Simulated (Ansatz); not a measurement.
How basis sets differ on CH4AlNO (SMILES C1[NH][AlH][O]1)

The species is CH4AlNO (8 atoms), meant as a singlet with charge 0. As SMILES, `C1[NH][AlH][O]1`. Geometry: relaxed at PBE0-D4/def2-TZVP.

Quantity: the HOMO–LUMO gap, in eV. The values are calculated.

```csv
level,kind,program,value (eV),CPU time
HF/STO-3G,Hartree–Fock,Ansatz,16.85,0.44 s
HF/3-21G,Hartree–Fock,Ansatz,12.38,0.73 s
HF/def2-SVP,Hartree–Fock,Ansatz,12.64,2.1 s
HF/6-31+G* (spherical functions),Hartree–Fock,Ansatz,11.45,2.9 s
HF/aug-cc-pVDZ,Hartree–Fock,Ansatz,10.77,6.9 s
```

The values span 10.77 to 16.85 eV. A Hartree–Fock LUMO above zero doesn't converge with the basis: it sinks as sets grow more diffuse. Orbital gaps aren't excitation energies. CPU times are rough (shared hosts, several kinds of processor): they show what a rung costs within a factor of a few.

The largest change comes on leaving the minimal basis: the gap falls from 16.85 eV with STO-3G to 12.38 eV with 3-21G. A single fixed radial function per valence orbital cannot adapt to both occupied and empty levels, and the antibonding combinations are pushed too high. Splitting the valence shell relieves that constraint. The decline isn't strictly monotonic, since def2-SVP lies slightly above 3-21G, probably because polarisation and a different valence contraction shift the two frontier levels unequally.

The two sets with diffuse functions give the smallest gaps. A Hartree–Fock virtual orbital feels the field of all the electrons, so it has little to hold it near the molecule. In the compact sets the LUMO probably has much of the empty 3p character expected of three-coordinate aluminium, whereas diffuse functions let it mix with spread-out, continuum-like functions. The lower values therefore don't by themselves signal a stronger Lewis acid. Gaps alone also leave open how much of each shift belongs to the HOMO.
